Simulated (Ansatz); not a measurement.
# Re: pressure and energy change per atom against volume scale

All results are calculated (Ansatz 0.2.0). Plane-wave DFT, scalar-relativistic PAW made under PBE with cores redone for the functional, no dispersion; the given relaxed cell is scaled uniformly, energy at zero smearing counts from the unscaled cell, pressure at the given Fermi-Dirac smearing is positive in compression.

The cell before it is scaled or strained (space group P6_3/mmc, No. 194):
```
cell vectors (Å)
   2.7769     0.0000     0.0000
  -1.3884     2.4048     0.0000
   0.0000     0.0000     4.4788
atoms (fractions of the cell vectors)
Re  0.33333  0.66667  0.25000
Re  0.66667  0.33333  0.75000
```

Settings of every row: spin polarised no; functional PBE; wave cutoff 420 eV; smearing width 0.1 eV; k mesh 21x21x12.

Atom starting moment: 0 on all atoms.

Limits: all rows lie far from zero pressure; no spin-orbit coupling, which can matter with elements this heavy.

| row | volume scale | V (Å³/atom) | pressure (GPa) | energy change per atom (meV) |
| --- | --- | --- | --- | --- |
| 1 | 0.88 | 13.16 | 61.62 | 305.99 |
| 2 | 0.92 | 13.758 | 36.5 | 125.14 |
| 3 | 0.96 | 14.356 | 16.29 | 28.64 |
| 4 | 1.04 | 15.553 | -13.04 | 25.91 |
| 5 | 1.08 | 16.151 | ? | ? |
| 6 | 1.12 | 16.749 | -31.86 | 200.33 |

Question: what pressure and energy change per atom should row 5 give?

Worked fit of pressure. Take u = (V_r/V)^(2/3) − 1 with V_r = 14.356 Å³ an atom, which is twice the finite (Eulerian) strain; such expansions in the strain, on which the Birch-Murnaghan equation of state is built, carry the rest volume and the bulk modulus. The shown rows have u = 0.05971, 0.02877, 0, -0.05199, -0.09767. Least squares give pressure = 16.368 + 656.31 × u + 1672.4 × u² GPa; a straight line predicts inner rows, each left out in turn, worse (root mean square 4.7 against 0.25 GPa). The rows lie off it by 0.10, -0.13, -0.08, 0.19, -0.08 (root mean square 0.12 GPa). The pressure vanishes at u = -0.0268, or V = 14.95 Å³ an atom, and there the bulk modulus at fixed shape and fractions is B = −V dP/dV = (2/3)(1 + u) dP/du = 368 GPa. Letting shape and atoms relax would as a rule lower it, by much in layered, chain or molecular crystals. The withheld row has u = -0.07554, so the fit gives 16.368 + 656.31 × (-0.07554) + 1672.4 × (-0.07554)² = -23.67 GPa.

The calculation gave -23.51 GPa. The fit lies 0.16 GPa (0.17 % of the column's range) below it; its largest miss of a shown row is 0.19 GPa.

Worked fit of energy change per atom. Take u = (V_r/V)^(2/3) − 1 with V_r = 14.356 Å³ an atom, which is twice the finite (Eulerian) strain; such expansions in the strain, on which the Birch-Murnaghan equation of state is built, carry the rest volume and the bulk modulus. The shown rows have u = 0.05971, 0.02877, 0, -0.05199, -0.09767. Least squares give energy change per atom = 29.279 + 2201.09 × u + 40532.8 × u² meV; a straight line predicts inner rows, each left out in turn, worse (root mean square 120 against 1.9 meV). The rows lie off it by 0.77, -1.01, -0.64, 1.51, -0.63 (root mean square 0.97 meV). The withheld row has u = -0.07554, so the fit gives 29.279 + 2201.09 × (-0.07554) + 40532.8 × (-0.07554)² = 94.30 meV.

The calculation gave 95.61 meV. The fit lies 1.31 meV (1.4 % of the value, 0.47 % of the column's range) below it; its largest miss of a shown row is 1.51 meV.
